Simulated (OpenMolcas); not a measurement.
A ladder of methods for BNH3 (SMILES [BH]N)

BNH3: 5 atoms, total charge 0, spin state doublet. SMILES: `[BH]N`. Geometry: relaxed at GFN2-xTB. This is one conformer, not always the lowest.

```tsv
atom	x (Å)	y (Å)	z (Å)
B	0.7058	-0.3416	0.5400
N	-0.1687	0.4034	-0.2106
H	0.5367	-1.4869	0.7238
H	-1.0067	0.0361	-0.6531
H	-0.0671	1.3891	-0.4000
```

Quantity: the energy change with the B1–N2 bond stretched from 1.372 to 1.715 Å, in eV. The values are calculated.

```json
{"level": "ROHF/STO-3G", "kind": "Hartree–Fock", "program": "OpenMolcas", "value (eV)": "1.94", "less FCI/STO-3G": "+0.17", "CPU time (all runs)": "7.7 s"}
{"level": "USVWN5/STO-3G", "kind": "LDA", "program": "OpenMolcas", "value (eV)": "1.78", "less FCI/STO-3G": "+0.01", "CPU time (all runs)": "14 s"}
{"level": "UPBE/STO-3G", "kind": "GGA", "program": "OpenMolcas", "value (eV)": "1.61", "less FCI/STO-3G": "-0.16", "CPU time (all runs)": "18 s"}
{"level": "U-r2SCAN/STO-3G", "kind": "meta-GGA", "program": "OpenMolcas", "value (eV)": "1.73", "less FCI/STO-3G": "-0.04", "CPU time (all runs)": "21 s"}
{"level": "UB3LYP/STO-3G", "kind": "global hybrid", "program": "OpenMolcas", "value (eV)": "1.69", "less FCI/STO-3G": "-0.08", "CPU time (all runs)": "22 s"}
{"level": "UM06-2X/STO-3G", "kind": "hybrid meta-GGA", "program": "OpenMolcas", "value (eV)": "1.83", "less FCI/STO-3G": "+0.06", "CPU time (all runs)": "21 s"}
{"level": "CASSCF(3,3)/STO-3G", "kind": "multireference", "program": "OpenMolcas", "value (eV)": "1.75", "less FCI/STO-3G": "-0.02", "CPU time (all runs)": "5 s"}
{"level": "ROCCSD(T)/STO-3G", "kind": "coupled cluster or CI", "program": "OpenMolcas", "value (eV)": "1.79", "less FCI/STO-3G": "+0.02", "CPU time (all runs)": "8.1 s"}
{"level": "FCI/STO-3G", "kind": "exact in the basis", "program": "OpenMolcas", "value (eV)": "1.77", "less FCI/STO-3G": "0.00", "CPU time (all runs)": "37 s"}
```

FCI/STO-3G is exact within its basis and frozen core, so for wave-function methods in that basis the difference is their error; functionals converge differently with the basis, so for them it is only a difference. The first shape isn't each level's own minimum. The values span 1.61 to 1.94 eV. All rows use very small basis sets, so even the best lies far from the true value. Times are those of the runs behind each value, whatever else they computed, on shared processors of several kinds: orders of magnitude only.

Stretching the B–N bond costs most in ROHF, 0.17 eV above the full CI value, because a single determinant misses the correlation that grows as the bond lengthens. In HBNH2 the σ bond is reinforced by donation of the nitrogen lone pair into the empty boron p orbital. Stretching weakens this overlap and lowers the antibonding orbitals, so excited configurations mix in more strongly. CASSCF and ROCCSD(T) both recover nearly all of the missing effect, which suggests that the radical keeps a dominant configuration over this range.

The functionals don't improve steadily with rung. PBE gives the softest stretch, consistent with gradient corrections reducing LDA's usual overbinding, while LDA's near match with full CI is probably a cancellation of errors. Nor does exact exchange alone set the order, since r2SCAN, which has none, lies above B3LYP. The close agreement of the correlated methods can't be carried over to full dissociation, where near-degeneracy would be a much harder test.
